**Scattering phases of a boron pseudopotential against the all-electron ion**

The table holds the unwrapped phase $\arctan(Ru'/u)$ at $R=3.188$ bohr for the s and p channels of B (charge +1.5), all-electron and as pseudo minus all-electron error, from ld1.x 7.5 with PBEsol, scalar-relativistic, Troullier-Martins scheme. The program maps each phase onto a WKB angle through $\tan\theta=kR\tan(\pi/2-\varphi)$ and fits $\theta$ and the mismatch $\delta\theta$ as quadratics in the local wave number on the rows from 1.76 to 3.68 Ry. It predicts the withheld rows at 4.16 and 4.64 Ry, with bars from fit variants and a back-test, and compares with a plain quadratic in energy. The output shows $|\delta\theta|$ growing steadily through the peaks and dips of the error, misses of at most 0.024 rad on the withheld rows against up to 1.9 rad for the plain quadratic, and bars that are too wide. It also shows the fit failing at low energy and the linearised error failing for the p channel.

Scattering phases of a scalar-relativistic PBEsol semilocal Troullier-Martins pseudopotential for B, computed with ld1.x 7.5, at a test radius of 3.188 bohr; errors are pseudo minus all-electron. The core is [He] with a Bessel-form core correction, the reference valence 2s1.5 2p0 (charge +1.5), and the radii 1.04 (s) and 2.94 bohr (p), with the p channel as local potential.

## The fit in Python

```python
# Table: ld1.x 7.5, PBEsol, scalar-relativistic, TM pseudopotential of B(+1.5): phase arctan(r u'/u) at
# R = 3.188 bohr, all-electron (AE) and pseudo-minus-AE error, s and p. Tested: the WKB phase theta,
# tan(theta) = kR tan(pi/2 - phase), is smooth in k; extrapolate theta and dtheta to withheld rows.
T = {
    'energy': [-4.0, -3.52, -3.04, -2.56, -2.08, -1.6, -1.12, -0.64, -0.16, 0.32, 0.8, 1.28, 1.76, 2.24, 2.72, 3.2, 3.68, 4.16, 4.64],  # Ry
    'phase_s_all_electron': [1.379, 1.3569, 1.3225, 1.2523, 0.8133, -1.6502, -1.8237, -1.9899, -2.4286, -3.7954, -4.4026, -4.5806, -4.6678, -4.7263, -4.7766, -4.8312, -4.9084, -5.0639, -5.6499],  # rad
    'phase_s_error': [0.0, 0.0, 0.0, -0.0001, -0.0004, -0.0001, -0.0005, -0.0024, -0.0156, -0.0357, -0.0136, -0.0089, -0.0082, -0.0096, -0.0134, -0.0227, -0.0506, -0.1836, -1.0594],  # rad
    'phase_p_all_electron': [1.3882, 1.3705, 1.3456, 1.3062, 1.2236, 0.6519, -1.6723, -1.8838, -2.1992, -3.4597, -4.3648, -4.5831, -4.6819, -4.7491, -4.8121, -4.8943, -5.0574, -5.7305, -7.2841],  # rad
    'phase_p_error': [0.001, 0.0014, 0.0021, 0.0034, 0.0064, 0.0215, 0.0092, 0.0341, 0.1424, 0.7781, 0.3586, 0.1426, 0.0927, 0.0808, 0.0883, 0.1214, 0.2298, 0.8226, 2.2025],  # rad
}
HELD = [17, 18]  # rows withheld from the fit
import numpy as np
from scipy.optimize import brentq
pi = np.pi
R = 3.188; EREF = {'s': -1.854, 'p': -1.404}; L = {'s': 0, 'p': 1}  # settings from the caption
E = np.array(T['energy'], float)
K = np.array([i for i in range(len(E)) if i not in HELD]); H = np.array(HELD)
def kk(e, c, q): return np.sqrt(e + 2*q/R - L[c]*(L[c]+1)/R**2)
def conv(x, s):
    n = np.round(x/pi); return n*pi + np.arctan(s*np.tan(x - n*pi))
def th(ph, k): return conv(pi/2 - ph, k*R)
def back(t, k): return pi/2 - conv(t, 1/(k*R))
def fit(A, D, idx, c, q, deg):
    k = kk(E[idx], c, q); a = th(A[idx], k); d = th(A[idx] + D[idx], k) - a
    return np.polyfit(k, a, deg), np.polyfit(k, d, deg)
def pred(A, D, idx, c, q, deg, e):  # expressed as theta, dtheta of the q=1.5 map
    pa, pd = fit(A, D, idx, c, q, deg); k = kk(e, c, q); k0 = kk(e, c, 1.5)
    a = np.polyval(pa, k); p = a + np.polyval(pd, k)
    a0 = th(back(a, k), k0); return a0, th(back(p, k), k0) - a0
print('rounding floor: phase 5e-5 rad, theta up to %.1e rad' % (5e-5*R*kk(E[K[-1]], 's', 1.5)))
for c in 'sp':
    A = np.array(T['phase_%s_all_electron' % c], float); D = np.array(T['phase_%s_error' % c], float)
    assert np.all(np.diff(A[K]) < 0) and np.all(np.diff((A + D)[K]) < 0)
    assert np.all(D[K] <= 0) if c == 's' else np.all(D[K] > 0)
    U = K[E[K] > -0.2]; F = K[-5:]; k = kk(E[U], c, 1.5)
    a = th(A[U], k); d = th(A[U] + D[U], k) - a
    assert np.all(np.diff(np.abs(d)) > 0)
    pa, pd = fit(A, D, F, c, 1.5, 2)
    gain = k*R/(np.cos(a)**2*(k*R)**2 + np.sin(a)**2)
    off = d/np.gradient(a, E[U])
    print('--- %s: max|error| known %.4f rad = %.3f pi; fit rows marked *' % (c, abs(D[K]).max(), abs(D[K]).max()/pi))
    print('E/Ry theta/pi resid dtheta resid gain err -gain*dth lead/Ry')
    for j, i in enumerate(U):
        print('%5.2f%s %.3f %+.4f %+.4f %+.4f %.2f %+.4f %+.4f %+.3f' % (E[i], '*' if i in F else ' ', a[j]/pi,
              a[j] - np.polyval(pa, k[j]), d[j], d[j] - np.polyval(pd, k[j]), gain[j], D[i], -gain[j]*d[j], off[j]))
    print('quadratics in k: theta', np.round(pa, 3), 'dtheta', np.round(pd, 3))
    ex = np.diff(np.log(abs(d)))/np.diff(np.log(E[U] - EREF[c]))
    e0 = brentq(lambda e: np.polyval(pa, kk(e, c, 1.5)) - 2.5*pi, E[K[-1]], 7)
    print('exponent of dtheta in E-Eref: first %.2f last %.2f; dtheta_AE/dk %.2f bohr (R %.3f); step centre %.2f Ry'
          % (ex[0], ex[-1], np.polyval(np.polyder(pa), k[-1]), R, e0))
    ba, bd = pred(A, D, K[-7:-2], c, 1.5, 2, E[K[-2:]]); ba = ba - a[-2:]; bd = bd - d[-2:]
    print('back-test miss last two known rows/rad: theta', np.round(ba, 4), 'dtheta', np.round(bd, 4))
    a0, d0 = pred(A, D, F, c, 1.5, 2, E[H])
    V = [pred(A, D, K[-n:], c, q, g, E[H]) for q, g, n in [(1.5, 3, 6), (2.0, 2, 5), (1.5, 2, 4), (1.5, 2, 6)]]
    sa = 2*np.maximum(np.max([abs(v[0] - a0) for v in V], 0), abs(ba))
    sd = 2*np.maximum(np.max([abs(v[1] - d0) for v in V], 0), abs(bd))
    kh = kk(E[H], c, 1.5)
    P = back(a0, kh); Q = back(a0 + d0, kh) - P
    bP = np.max([abs(back(a0 + s*sa, kh) - P) for s in (-1, 1)], 0)
    bQ = np.max([abs(back(a0 + s*sa + d0 + t*sd, kh) - back(a0 + s*sa, kh) - Q)
                 for s in (-1, 0, 1) for t in (-1, 1)], 0)
    for name, p, b, Y in (('phase', P, bP, A), ('error', Q, bQ, D)):
        nv = np.polyval(np.polyfit(E[F], Y[F], 2), E[H])
        for j, i in enumerate(H):
            print('%s %s E=%.2f pred %+.3f +-%.3f calc %+.4f miss %+.3f (%.1f bar); naive %+.3f miss %+.3f rad'
                  % (c, name, E[i], p[j], b[j], Y[i], Y[i] - p[j], abs(Y[i] - p[j])/b[j], nv[j], Y[i] - nv[j]))
    ta = th(A[H], kh); td = th(A[H] + D[H], kh) - ta
    print('held: theta miss', np.round(ta - a0, 4), 'dtheta pred', np.round(d0, 3), 'calc', np.round(td, 3), 'rad')
```

Output:

```
rounding floor: phase 5e-5 rad, theta up to 3.4e-04 rad
--- s: max|error| known 0.0506 rad = 0.016 pi; fit rows marked *
E/Ry theta/pi resid dtheta resid gain err -gain*dth lead/Ry
-0.16  1.405 -0.1683 +0.0088 -0.0503 1.76 -0.0156 -0.0154 +0.008
 0.32  1.567 -0.0866 +0.0155 -0.0227 2.36 -0.0357 -0.0366 +0.016
 0.80  1.703 -0.0343 +0.0230 -0.0086 0.61 -0.0136 -0.0140 +0.028
 1.28  1.821 -0.0091 +0.0314 -0.0022 0.29 -0.0089 -0.0091 +0.043
 1.76* 1.927 -0.0002 +0.0412 -0.0002 0.20 -0.0082 -0.0083 +0.062
 2.24* 2.025 +0.0006 +0.0540 +0.0004 0.18 -0.0096 -0.0096 +0.086
 2.72* 2.119 -0.0001 +0.0692 -0.0000 0.19 -0.0134 -0.0130 +0.114
 3.20* 2.210 -0.0005 +0.0871 -0.0005 0.24 -0.0227 -0.0212 +0.148
 3.68* 2.298 +0.0003 +0.1084 +0.0002 0.40 -0.0506 -0.0434 +0.187
quadratics in k: theta [0.291 1.202 3.294] dtheta [ 0.123 -0.333  0.258]
exponent of dtheta in E-Eref: first 2.30 last 2.42; dtheta_AE/dk 2.45 bohr (R 3.188); step centre 4.82 Ry
back-test miss last two known rows/rad: theta [-0.0099 -0.0243] dtheta [-0.0021 -0.0062]
s phase E=4.16 pred -5.062 +-0.020 calc -5.0639 miss -0.002 (0.1 bar); naive -4.979 miss -0.085 rad
s phase E=4.64 pred -5.639 +-0.278 calc -5.6499 miss -0.011 (0.0 bar); naive -5.058 miss -0.592 rad
s error E=4.16 pred -0.180 +-0.030 calc -0.1836 miss -0.004 (0.1 bar); naive -0.080 miss -0.104 rad
s error E=4.64 pred -1.041 +-0.238 calc -1.0594 miss -0.018 (0.1 bar); naive -0.119 miss -0.941 rad
held: theta miss [0.0017 0.0022] dtheta pred [0.131 0.155] calc [0.132 0.157] rad
--- p: max|error| known 0.7781 rad = 0.248 pi; fit rows marked *
E/Ry theta/pi resid dtheta resid gain err -gain*dth lead/Ry
-0.16  1.336 -0.2194 -0.1464 +0.0427 1.11 +0.1424 +0.1626 -0.114
 0.32  1.532 -0.1147 -0.2493 +0.0157 3.00 +0.7781 +0.7471 -0.213
 0.80  1.694 -0.0426 -0.3208 +0.0006 0.68 +0.3586 +0.2190 -0.328
 1.28  1.830 -0.0099 -0.3689 -0.0020 0.29 +0.1426 +0.1078 -0.437
 1.76* 1.951 -0.0002 -0.4057 -0.0003 0.20 +0.0927 +0.0822 -0.532
 2.24* 2.064 +0.0005 -0.4379 +0.0007 0.19 +0.0808 +0.0827 -0.611
 2.72* 2.171 -0.0003 -0.4681 -0.0001 0.23 +0.0883 +0.1056 -0.679
 3.20* 2.274 -0.0001 -0.4950 -0.0007 0.36 +0.1214 +0.1782 -0.741
 3.68* 2.375 +0.0001 -0.5175 +0.0004 0.90 +0.2298 +0.4653 -0.786
quadratics in k: theta [0.343 1.289 3.232] dtheta [ 0.036 -0.349  0.057]
exponent of dtheta in E-Eref: first 1.63 last 0.45; dtheta_AE/dk 2.73 bohr (R 3.188); step centre 4.30 Ry
back-test miss last two known rows/rad: theta [-0.0137 -0.0312] dtheta [0.0024 0.0026]
p phase E=4.16 pred -5.738 +-0.155 calc -5.7305 miss +0.008 (0.1 bar); naive -5.213 miss -0.517 rad
p phase E=4.64 pred -7.301 +-0.166 calc -7.2841 miss +0.016 (0.1 bar); naive -5.408 miss -1.876 rad
p error E=4.16 pred +0.832 +-0.152 calc +0.8226 miss -0.010 (0.1 bar); naive +0.350 miss +0.472 rad
p error E=4.64 pred +2.227 +-0.158 calc +2.2025 miss -0.024 (0.2 bar); naive +0.515 miss +1.688 rad
held: theta miss [-0.0015 -0.0075] dtheta pred [-0.539 -0.559] calc [-0.534 -0.544] rad
```
